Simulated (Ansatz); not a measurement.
**4 guesses for SiSn5 and where they end**

Level of theory: DFT PBE, scalar-relativistic, plane waves, PAW in Ansatz 0.2.0. All cells share a 420 eV cutoff and Γ-centred k meshes spaced at most about 0.3 Å⁻¹ (about 0.25 or finer for metals, 2π included). No spin polarisation in the final relaxations.

Each guess was relaxed in cell and atoms at zero pressure, within the symmetry of its start. Temperature and zero-point effects are left out. Coordination counts Sn atoms around Si (those within 1.25 times the shortest such distance or 1.15 times the sum of covalent radii; a plus sign parts nearer from farther groups; the shortest distance is added where it is long for a bond).

| guess | made from | start group | V start (Å³/atom) | end group | V end (Å³/atom) | coordination at the end | gap on mesh (eV) | E over the lowest end (meV/atom) |
| --- | --- | --- | --- | --- | --- | --- | --- | --- |
| 1 | random cell | P6/mmm | 28.0 | ? | ? | ? | ? | ? |
| 2 | LaZn5 type | P6/mmm | 27.4 | P6/mmm | 29.5 | Si 6+12 from 3.4 Å | 0 | 276 |
| 3 | Be5Pd type | F-43m | 27.1 | F-43m | 28.0 | Si 16 from 3.6 Å | 0 | 236 |
| 4 | Mg5Cd type | P-6m2 | 32.5 | P-6m2 | 25.9 | Si 6 from 3.0 Å | 0 | 0 |

Guess 1 as it starts:

```
Si Sn
1.0
     6.32153    0.00000    0.00000
    -3.16077    5.47461    0.00000
     0.00000    0.00000    4.86303
Si Sn
1 5
Direct
  0.00000 0.00000 0.50000
  0.33333 0.66667 0.50000
  0.66667 0.33333 0.50000
  0.50000 0.00000 0.50000
  0.00000 0.50000 0.50000
  0.50000 0.50000 0.50000
```

Problem. Fill in the missing row: what does this guess relax into, and where does it rank?

Solution. It ends in space group P6/mmm (No. 191), with a = 10.222 Å, c = 2.904 Å, 43.8 Å³/atom and no gap. It lies 0.61 eV/atom over the lowest end, above guess 2 and so the highest of the set. Counting Sn atoms around Si, this end has Si 6+18 from 5.1 Å and the lowest (guess 4) has Si 6 from 3.0 Å.

```yaml
crystal:
  lattice:
    - [10.22163, 0.00000, 0.00000]
    - [-5.11082, 8.85219, 0.00000]
    - [0.00000, 0.00000, 2.90421]
  atoms:
    - { symbol: Si, position: [0.00000, 0.00000, 0.50000] }
    - { symbol: Sn, position: [0.33333, 0.66667, 0.50000] }
    - { symbol: Sn, position: [0.66667, 0.33333, 0.50000] }
    - { symbol: Sn, position: [0.50000, 0.00000, 0.50000] }
    - { symbol: Sn, position: [0.00000, 0.50000, 0.50000] }
    - { symbol: Sn, position: [0.50000, 0.50000, 0.50000] }
```

The zero of energy is the elements' standard structures at the same level; no fitted shifts are applied. The references include grey tin.

Problem. Is the lowest end bound against the elements?

Solution. No: its formation energy is +0.22 eV/atom. The separate elements lie lower, so it is unstable against them.

Cells relaxed within their symmetry can be saddle points. A lower structure may well exist outside this small set. Some structure types and database cells were kept out of the candidates from the start, so a known form may be missing.

The energy order follows the volume per atom through all four ends, with the densest cell lowest. The shortest Si–Sn distance does not track it as well: guess 3 lies below guess 2 despite its longer contact.

Guess 1 is an extreme case because symmetry fixes every atomic coordinate, leaving only a and c to respond. The starting plane crowds the Sn atoms, so a expands strongly while c shrinks until the layers touch. The result is an open Sn framework with Si strung along its channels, without Si–Sn bonds; even the Si–Si spacing of 2.904 Å is long for a single bond.

The positive formation energy fits the known absence of stable Si–Sn compounds. Both elements belong to the same group and differ little in electronegativity, so mixing brings little ionic gain to offset the size mismatch and the loss of good tetrahedral bonding. Even in guess 4, the Si–Sn contacts are too long for normal covalent bonds. The ranking therefore orders unfavourable packings and doesn't identify a viable compound.
